## Results and discussion

### The unlabelled rows

Each row below gives two photoionisation cross sections of one neutral atom at 15 keV, from a relativistic independent-particle calculation. L2 is the $2p_{1/2}$ subshell with two electrons and M3 the $3p_{3/2}$ subshell with four. The unit is the kilobarn, $10^{-21}$ cm$^2$. The question is which row belongs to which candidate, and how far the values alone can settle it.

Radial Dirac-Fock and Kohn-Sham solver 2: independent-particle subshell photoionisation cross sections of free neutral atoms at a photon energy of 15000 eV. Bound and continuum orbitals come from the Dirac-Hartree-Slater potential of the initial state with a Latter tail; all multipoles are included in the length form, and thresholds are from Dirac-Fock ΔSCF. Candidates: Xe, Zn, Kr, Cd, Hg, Ar.

| row | cross section (L2) (kb) | cross section (M3) (kb) |
| --- | --- | --- |
| A | 1.353 | 0.3814 |
| B | 0.004986 | 0.0008508 |
| C | 0.1112 | 0.02680 |
| D | 0.3038 | 0.07996 |
| E | 13.40 | 3.512 |
| F | 2.406 | 0.6750 |

Both subshells are full in all six candidates, so the electron count does not distinguish the rows. Yet the L2 column spans a factor of about 2700 and the M3 column about 4100, and both give the same order, B < C < D < A < F < E. The rounding of the entries is below 0.05 % of each value and plays no part in any of these gaps.

### What sets the size of a row

An electron ejected far above its edge is fast, but a 15 keV photon brings little momentum of its own. The balance has to be taken up by the nucleus, so absorption happens where the electron feels the nuclear pull most strongly, at distances of the order of the photoelectron's wavelength. A $p$ orbital vanishes at the nucleus and grows as $r$, and its amplitude at such short distances rises steeply as a larger charge draws the orbital in. The valence configuration has little say in this region. On this argument the group (12 or 18) should matter little, and the nuclear charge $Z$ should order the rows.

The scaling follows from a one-electron atom. Lengths go as $1/Z$ and energies as $Z^2$, so the dipole cross section at photon energy $\omega$ (in hartree) is $\sigma = Z^{-2} F(x)$ with $x=\omega/Z^2$. Far above threshold a $p$ shell has $F\propto x^{-9/2}$, which gives $\sigma\propto Z^7/\omega^{9/2}$. This limit needs $x\gg 1$. With $\omega = 551.2$ hartree, $x$ runs from $551.2/18^2=1.70$ for argon to $551.2/80^2=0.086$ for mercury, because a fixed photon energy lies ever closer to the edge as $Z$ grows. The outgoing electron is then strongly bent by the Coulomb field, and the growth with $Z$ is slower than the seventh power.

For $2p$ the exact non-relativistic result is short. In scaled atomic units the bound function is $r^2e^{-r/2}/(2\sqrt6)$, and the photoelectron has wave number $k$ with $k^2=2x-\tfrac14$. The radial dipole integrals $R_s$ and $R_d$ to energy-normalised Coulomb waves have closed forms, and each electron contributes $\tfrac{4\pi^2\alpha}{3}\,x\,(\tfrac13R_s^2+\tfrac23R_d^2)\,a_0^2/Z^2$, where $\alpha$ is the fine-structure constant and $a_0$ the Bohr radius. With $D=2x$ and $N$ electrons the two channels sum to

$$\sigma_{2p}=N\,\frac{16\pi^2\alpha}{9}\,\frac{a_0^2}{Z^2}\,\frac{3D+2}{D^6}\,\frac{e^{-(4/k)\arctan 2k}}{1-e^{-2\pi/k}} .$$

For large $k$ the last factor grows as $D^{1/2}$, which recovers $x^{-9/2}$. At smaller $k$ the exponential (the Stobbe factor) cuts the cross section down. The $3p$ case is handled in the same way with $r^2(1-r/6)e^{-r/3}$ and $N=4$.

Zinc serves as a worked case, with the bare charge $Z=30$ and nothing fitted. Here $D=2\times551.2/900=1.225$, $k^2=0.975$ and $k=0.987$. Then $\arctan 2k=1.102$, the exponential is $e^{-4.464}=0.01151$, and the denominator is 0.998. The rational factor is $5.675/3.379=1.68$, the constant $16\pi^2\alpha/9$ is 0.1280, and $a_0^2=2.80\times10^4$ kb. The product is $2\times0.1280\times(2.80\times10^4/900)\times1.68\times0.01151/0.998=0.154$ kb.

The same formula gives 0.0097 kb for Ar, 0.386 for Kr, 1.50 for Cd, 2.55 for Xe and 12.9 for Hg. The mercury figure needs care. The bare $n=2$ threshold, $Z^2/8$ hartree, is 21.8 keV there, above the photon energy, whereas the outer electrons raise the inner levels so that the real L2 edge lies at roughly 14 keV (a recalled value). For this atom the formula was continued to $k^2<0$ with the denominator set to one, which is an extrapolation. Continued in this way the curve rises steadily for charges from 5 to 110, for both subshells.

### Assigning the rows

If the cross section rises with $Z$, the order of the rows is the order of the candidates: B = Ar, C = Zn, D = Kr, A = Cd, F = Xe, E = Hg. The spacing supports this. Successive L2 entries differ by factors of 22.3, 2.73, 4.45, 1.78 and 5.57, and the bare values above differ by about 16, 2.5, 3.9, 1.7 and 5.1, the same uneven pattern.

A test row by row asks which charge in the formula reproduces each L2 entry. Row C lies at 0.1112 kb, a fraction 0.721 of the zinc estimate. The bare curve has a local exponent of about 5.2 there (5.42 between Ar and Zn, 5.02 between Zn and Kr), so the implied charge is $30\times0.721^{1/5.2}=28.2$. Solving the formula for the others gives 16.0 for B, 34.3 for D, 46.9 for A, 53.3 for F and 80.7 for E. The nearest candidate agrees with the ranking in all six cases.

B and E are sure: they are the extremes of both columns, and their L2 entries are separated from the nearest neighbours by factors of 22 and 5.6. C and D are nearly as safe. The charge implied by D falls between 30 and 36, but to be zinc it would need $0.3038/0.1543=1.97$ times the bare value, while screening by the other electrons lowers the orbital amplitude near the nucleus and $(Z\alpha)^2=0.048$ is too small for relativity to double it.

A and F are the closest pair, a factor 1.78 apart, and this is less than the model's worst miss (row B holds only 0.516 of the bare argon value). Size against a blanket tolerance therefore leaves the pair open. A swap, however, would put Cd at $2.406/1.504=1.60$ of its bare value and Xe at $1.353/2.547=0.53$, while the ranked assignment gives 0.900 and 0.945, in a smooth climb from 0.516 for B to 1.036 for E. The assignment rests on that smoothness and on the rise with $Z$, and it has the least margin of the six.

Two other handles are ambiguous or misleading on their own. The ratio M3/L2 is lowest for B (0.171), which suits argon, whose $3p$ shell is the diffuse valence shell, and C follows at 0.241. It cannot tell A from F (0.282 and 0.281) or D from E (0.263 and 0.262). The charge implied by M3 falls 5 to 9 units below the $Z$ assigned above, and picking the nearest candidate from it would shift C, D, A and F each to the next lighter atom. An $n=3$ orbital is too strongly screened for a bare-charge reading.

### The labels

The rows with their labels:

| species | Z | configuration | cross section (L2) (kb) | cross section (M3) (kb) |
| --- | --- | --- | --- | --- |
| Zn | 30 | [Ar] 3d10 4s2 | 0.1112 | 0.02680 |
| Cd | 48 | [Kr] 4d10 5s2 | 1.353 | 0.3814 |
| Hg | 80 | [Xe] 4f14 5d10 6s2 | 13.40 | 3.512 |
| Ar | 18 | [Ne] 3s2 3p6 | 0.004986 | 0.0008508 |
| Kr | 36 | [Ar] 3d10 4s2 4p6 | 0.3038 | 0.07996 |
| Xe | 54 | [Kr] 4d10 5s2 5p6 | 2.406 | 0.6750 |

The labels confirm all six assignments. The two groups interleave on one curve, so the numbers bear out that the outer configuration does not decide the order. The identification worked because the candidates are at least six units of $Z$ apart. The implied L2 charge misses $Z$ by up to two units, so the unfitted formula could not choose between adjacent elements, although a ranking still could.

### Why no single power of $Z$ holds

The local exponent $\Delta\ln\sigma/\Delta\ln Z$ between neighbours falls at every step, from 6.08 (Ar–Zn) to 4.37 (Xe–Hg) for L2 and from 6.75 to 4.20 for M3, and it stays below 7 throughout. A straight line fitted to $\ln\sigma$ against $\ln Z$ over all six rows gives $Z^{5.3}$ for L2 and overshoots both ends by about 30 % of the tabulated value; for M3 the ends are about 50 % high.

The bare formula already shows the fall, from 5.42 to 4.13 for L2, so within the model the shrinking of $x$ is enough to bend the curve. The table is steeper than the bare curve at every step in both columns, and screening explains the direction. A fixed number $s$ of screening charges is a larger share of a small $Z$, so light atoms are held further below the bare value and catch up as $Z$ rises. Near $r=0$ a $p$ orbital of effective charge $Z-s$ has a squared amplitude proportional to $(Z-s)^5$, which adds $5s/(Z-s)$ to the exponent. The addition is largest for light atoms and for the outer subshell, as the table shows. For L2 it covers only part of the gap: with $s=1.87$, the value fitted for this form, it is 0.33 at Zn and 0.18 at Xe, while the table exceeds the bare exponent by 0.66 and 0.49 on either side of Zn and by 0.42 and 0.24 on either side of Xe. The remainder is the drift taken up below.

Two one-constant forms were fitted by least squares in $\ln\sigma$ to all six rows. The first replaces $Z$ by $Z-s$ everywhere. The second keeps the bare charge for the dynamics near the nucleus and multiplies by $(1-s/Z)^5$. For L2 the first gives $s\approx1.8$ and errors, relative to the table, that drift steadily from +6 % for Ar to −12 % for Hg; the second is slightly worse (+12 % to −14 %). For M3 the second, with $s\approx6.2$, stays within 10 %, while the first is 21 % low for Ar and about 20 % high for the other five. That pattern is a compromise forced by one row, so it does not cleanly favour the second form. Refitting without Hg, the row nearest its edge, changes little: mercury is then predicted 12 % low in L2 by the first form and 2 % high in M3 by the second.

The L2 drift has a standard cause of the right sign. A $p_{1/2}$ spinor has an $s$-like small component, keeps a non-vanishing density at the nucleus and contracts as $(Z\alpha)^2$ grows, here from 0.017 to 0.341, and the model has none of this. It fits the finding that Hg exceeds the bare value by 3.6 % although screening works the other way. The closeness of table and bare value for Cd, Xe and Hg should be read as a partial cancellation between a loss from screening and a relativistic gain whose scale $(Z\alpha)^2$ is above a tenth for these atoms, not as a sign that both are small; the same cancellation helps the implied L2 charge to land near $Z$. The model also lacks the higher multipoles and the relativistic motion of the photoelectron, for which $2\hbar\omega/mc^2=0.059$ sets the scale, and its mercury value is the extrapolated one. These effects were not separated, so the share due to $p_{1/2}$ contraction is untested, and the fitted $s$, which absorbs all of them, is no count of electrons. That argon stands apart in M3 because it alone has no $3d$ electrons to help screen the $3p$ shell is a guess.

### The maximum in M3/L2

In the bare model the ratio per electron tends at very high energy to the ratio of squared amplitudes at small $r$, $[8/(27\sqrt6)]^2/[1/(2\sqrt6)]^2=256/729$, and the occupancies double this to 0.702. The tabulated ratios are all well under half of that, and they pass through a flat maximum near Cd and Xe. The comparison with the bare model splits the ratio into two factors that move in opposite directions.

The bare ratio falls at every step, from 0.660 for Ar to 0.414 for Hg. The two shells differ in binding by $5Z^2/72$ hartree, which is small beside the photon energy for argon but reaches 444 hartree for mercury, so the deeper shell, nearer its own edge, gains on the outer one. The quotient of tabulated and bare ratio rises at every step, from 0.258 to 0.633, as the extra screening of $3p$ becomes a smaller share of $Z$. From Cd to Xe the two changes nearly cancel (−0.5 %). From Xe to Hg the bare ratio drops by 18 % ($0.414/0.506$) and the quotient gains 14 % ($0.633/0.554$), leaving −6.6 %. This split is an identity and cannot by itself exclude a part played by relativity, because the quotient holds every difference between table and model, including that between $j=\tfrac12$ and $j=\tfrac32$. The second screened form, non-relativistic but with constants fitted to the table, also gives a fall from Xe to Hg, of about 5 %, so relativity is not needed to obtain one. Its ratio, however, still rises slightly from Cd to Xe and lies 15 to 19 % above the table for Cd, Xe and Hg. That is the direction expected if the $p_{1/2}$ contraction raises L2 more than M3, so the height and the exact place of the maximum are not explained without it. For mercury both statements lean on the continued formula. The ratio fails as a label because a curve with a maximum takes the same value on both sides.

For an atom lying between two rows the same reasoning gives both cross sections by interpolation with the local exponent, about 10 % more per unit of $Z$ between Cd and Xe. Beyond mercury M3 should go on rising with a still lower exponent, but L2 drops to zero as soon as its edge passes 15 keV; for mercury the photon energy is already only about 1.1 times the rough edge energy.

The known failure of independent-particle cross sections near $d$ and $f$ thresholds does not touch these $p$ subshells directly. The method does omit coupling between ionisation channels, through which a strong, newly opened channel can alter a weaker one. By rough recalled edges, 15 keV lies just above the krypton K edge (about 14 keV) and the mercury L1 edge (a little under 15 keV), so those two rows are the most exposed in a comparison with measurement. The size of the change is untested here, and it does not affect the assignments, which concern the computed values.
